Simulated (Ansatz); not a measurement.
Strength of the Ga–H bond: C2H6ClGa → C2H5ClGa + H

Species: C2H6ClGa `C[CH2][GaH][Cl]`, singlet; C2H5ClGa `C[CH2][Ga][Cl]`, doublet; H atom, doublet. 

Shapes, held fixed at every level: PBE0-D4/def2-TZVP. Flexible molecules stand in one conformer, not always the lowest. Programs: Ansatz 0.2.0. Electronic energies: no zero-point or thermal term.

Task: Estimate ΔE of this reaction.

Result: The highest level, CCSD(T)/def2-TZVPP, gives ΔE = +343.6 kJ/mol; the levels span +263.2 to +343.6. The column of differences is taken from that level and isn't an error. Hartree–Fock misses the correlation of the pair that is broken and comes out low. No measured value is set beside it here. Open shells run unrestricted unless RO is named. Relativity is left out for Ga unless named. Correlated rows may include outer-core shells of Ga, which these sets cover unevenly. Times are processor times on shared x86 and Arm servers, and rough.

```csv
level,kind,ΔE (kJ/mol),less CCSD(T)/def2-TZVPP,CPU time (sum over the molecules)
HF/def2-SVP,Hartree–Fock,+267.1,-76.5,–
HF/def2-TZVPP,Hartree–Fock,+263.2,-80.4,–
PBE-D4/def2-TZVPP,GGA,+317.9,-25.7,26 s
r2SCAN-D4/def2-TZVPP,meta-GGA,+327.3,-16.3,58 s
BHLYP-D4/def2-TZVPP,global hybrid,+335.7,-7.9,43 s
r2SCAN0-D4/def2-TZVPP,global hybrid,+330.3,-13.3,62 s
CCSD(T)/def2-TZVPP,coupled cluster or CI,+343.6,0.0,51 min
```

Homolysis of this Ga–H bond is strongly endothermic at every level, with the coupled-cluster value of +343.6 kJ/mol at the top of the range. The bond is a covalent σ pair, polarised towards hydrogen, and breaking it takes gallium from the +3 to the formal +2 state. The unpaired electron left behind probably sits in a σ-type orbital on gallium with sizeable 4s character, rather than in the formally empty p orbital of the parent.

Hartree–Fock barely responds to the larger basis, so its deficit is mainly one of correlation. The density functionals recover most of this but all stay below coupled cluster. Exact exchange alone doesn't explain their order: adding it to r2SCAN raises the energy only from +327.3 to +330.3 kJ/mol, and BHLYP, the closest, also differs in its correlation functional. Its agreement may therefore owe something to error cancellation. With no Ga–C or Ga–Cl cleavage computed, the results don't show which bond would break first on heating.
